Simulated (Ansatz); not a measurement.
Abstraction of F: SiH2(CH3)F + C4H5 → SiH2(CH3) + C4H5F

Species: SiH2(CH3)F, singlet; C4H5 (but-2-yn-1-yl radical) `[CH2]C#CC`, doublet; SiH2(CH3), doublet; C4H5F `CC#CCF`, singlet. A radical takes F: the energy is the difference in strength between the Si–F bond broken and the C–F bond made.

Shapes, held fixed at every level: PBE0-D4/def2-TZVP. Programs: Ansatz 0.2.0. Electronic energies: no zero-point or thermal term.

| level | kind | ΔE (kJ/mol) |
| --- | --- | --- |
| HF/def2-SVP | Hartree–Fock | +230.8 |
| SPW92/def2-TZVPP | LDA | +212.7 |
| r2SCAN-D4/def2-TZVPP | meta-GGA | +240.1 |
| B3LYP-D4/def2-TZVPP | global hybrid | +234.7 |
| PBE0-D4/def2-TZVPP | global hybrid | +221.8 |
| wB97M-V/def2-TZVPP | range-separated hybrid | +232.4 |
| B2PLYP/def2-TZVPP | double hybrid | +231.5 |

B2PLYP/def2-TZVPP gives ΔE = +231.5 kJ/mol; the levels span +212.7 to +240.1. The median of the levels is +231.5. No measured value is set beside it here. Spin contamination: C4H5 (⟨S²⟩ up to 0.94). Open shells run unrestricted.

Fluorine transfer from silicon to the butynyl radical is strongly uphill at every level, so the Si–F bond is far stronger than the propargylic C–F bond that replaces it. Two effects work in the same direction. Silicon is more electropositive than carbon, which gives Si–F a larger ionic contribution, reinforced by donation from the fluorine lone pairs into σ* orbitals on silicon. The attacking radical is also delocalised over the propargylic and allenic positions, and it gives up that resonance stabilisation when C–F forms.

The closeness of Hartree–Fock (+230.8) to the double hybrid (+231.5) probably reflects cancellation, since one two-electron bond is exchanged for another; it doesn't suggest that correlation is unimportant for either bond strength on its own. The spread between levels affects the size of the penalty but not its sign. In reverse, the silyl radical has a large driving force to take fluorine from the propargylic fluoride, though how fast it would do so depends on a barrier that these reaction energies don't provide.
